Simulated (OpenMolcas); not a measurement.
# SiH2 (SMILES [SiH2]): methods side by side

The species is SiH2 (3 atoms), meant as a singlet with charge 0. As SMILES, `[SiH2]`. The shape is that of a PBE0-D4/def2-TZVP optimisation.

```xyz
3

Si   -0.4912    0.4686   -0.2136
H     0.8403    0.5786    0.5225
H    -0.3491   -1.0472   -0.3089
```

Quantity: the energy change with the Si1–H3 bond stretched from 1.525 to 1.907 Å, in eV. The values are calculated.

```tsv
level	kind	program	value (eV)
SVWN5/6-31G* (spherical functions) (restricted)	LDA	OpenMolcas	0.56
PBE/6-31G* (spherical functions) (restricted)	GGA	OpenMolcas	0.56
CASPT2(2,2)/6-31G* (spherical functions)	multireference	OpenMolcas	?
CASSCF(2,2)/6-31G* (spherical functions)	multireference	OpenMolcas	?
MRCI(6,6)/6-31G* (spherical functions)	multireference	OpenMolcas	0.61
SC-NEVPT2(6,6)/6-31G* (spherical functions)	multireference	OpenMolcas	0.58
CISD/6-31G* (spherical functions) (restricted)	coupled cluster or CI	OpenMolcas	0.65
FCI/6-31G* (spherical functions)	exact in the basis	OpenMolcas	0.61
```

(1) Estimate the missing values from the other rows.

Answers

(1) As computed at these levels: CASPT2(2,2)/6-31G* (spherical functions): 0.73 eV; CASSCF(2,2)/6-31G* (spherical functions): 0.80 eV. The first shape isn't each level's own minimum. The values span 0.56 to 0.80 eV.

Stretching one Si–H bond costs 0.61 eV at the FCI level, and MRCI(6,6) reproduces this, with SC-NEVPT2(6,6) close below. The two (2,2) calculations lie clearly higher. In singlet silylene the natural two-orbital space is the silicon lone pair and the empty out-of-plane 3p orbital, so the Si–H σ and σ* orbitals were probably left inactive. The weakening bond is then treated essentially at mean-field level, which overstates the energy rise because left–right correlation grows as the σ–σ* gap narrows. Perturbation theory recovers only part of this, taking 0.80 eV down to 0.73 eV. Six electrons in six orbitals can hold the lone pair and both bonds with their correlating partners, which removes the imbalance. CISD errs in the same direction, but less, since it lacks the higher excitations that gain weight on stretching. LDA and GGA agree with each other yet fall below FCI, so their agreement is no sign of accuracy. A single, moderate stretch does not establish how any of these methods behaves towards dissociation.
